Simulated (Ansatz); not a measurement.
# A film clamped to a substrate in Cu

The calculation used DFT r2SCAN, scalar-relativistic, plane waves, PAW in Ansatz. Settings: plane waves to 500 eV, k-mesh 24×24×24 (Γ-centred), Gaussian smearing 0.15 eV. No spin polarisation. Energies are free energies at this smearing, counted from the undisturbed cell; pressure is positive in compression.

Reference structure (as given, not relaxed at this level; it stands at 0.3 GPa; this bcc form isn't the usual structure):

```
Cu
1.0
    -1.44279    1.44279    1.37608
     1.44279   -1.44279    1.37608
     1.44279    1.44279   -1.37608
Cu
1
Direct
  0.00000 0.00000 0.00000
```

The cell (1 atom, V0 = 11.46 Å³) is strained by p along both x and y and by q along z, fractional coordinates fixed. τp = (1/V0) ∂E/∂p = (σxx + σyy)(1 + p)(1 + q) and τq = (1/V0) ∂E/∂q = σzz(1 + p)², with tension positive.

```csv
p,q,ΔE (meV/atom),τp (GPa),τq (GPa)
0.000,0.000,0.00,-0.55,-0.30
-0.030,0.000,23.89,-22.75,-11.11
0.030,0.000,17.78,16.37,8.16
0.000,-0.030,6.91,-10.55,-6.39
0.000,0.030,4.44,8.64,4.25
```

Get the second derivatives of the energy density.

Central differences give A = ∂τp/∂p = 652 GPa (C11 + C22 + 2 C12), C = ∂τq/∂q = 177 GPa (C33) and the cross term B = ∂τq/∂p = 321 GPa (C13 + C23); ∂τp/∂q = 320 GPa must equal B, and any difference shows higher-order terms. Steps this large leave an error of some per cent of A or C in all of these, which can swamp a small B. The ions are clamped.

A film of this crystal grows with z along the normal on a substrate that imposes p. How does its thickness respond, and what does the misfit cost?

Count p and q from the stress-free cell. A free surface needs τq = 0, so q = −(B/C) p = -1.81 p. The energy density left is (A − B²/C) p²/2 = M p², with the biaxial modulus M = 35 GPa (a small difference of large numbers, so errors of a few per cent in A, B and C become tens of per cent in M); a misfit of 1 % costs 0.25 meV/atom, against 2.33 meV/atom if the thickness were held.

In a metal these slopes depend on the k mesh and the smearing.

The film responds to in-plane strain mainly by changing shape: the thickness ratio of -1.81 is close to the value of minus two that would conserve volume. Letting the thickness relax therefore removes most of the misfit energy, which falls from 2.33 to 0.25 meV/atom at 1 % misfit. This fits the bonding in Cu, where the electron gas and the overlap of nearly filled d shells resist compression, while weakly directional bonds offer little resistance to a volume-conserving distortion.

The cell is not cubic but body-centred tetragonal, slightly shortened along z, and the strain follows the Bain path linking bcc and fcc. Cubic bcc Cu is known to be unstable along this path, so the small positive biaxial modulus suggests a shallow minimum beside the cubic point; its sign is more secure than its size. That modulus does not establish that the film is mechanically stable, because C11 and C12 enter only as a sum and an in-plane distortion that makes x and y unequal remains untested.
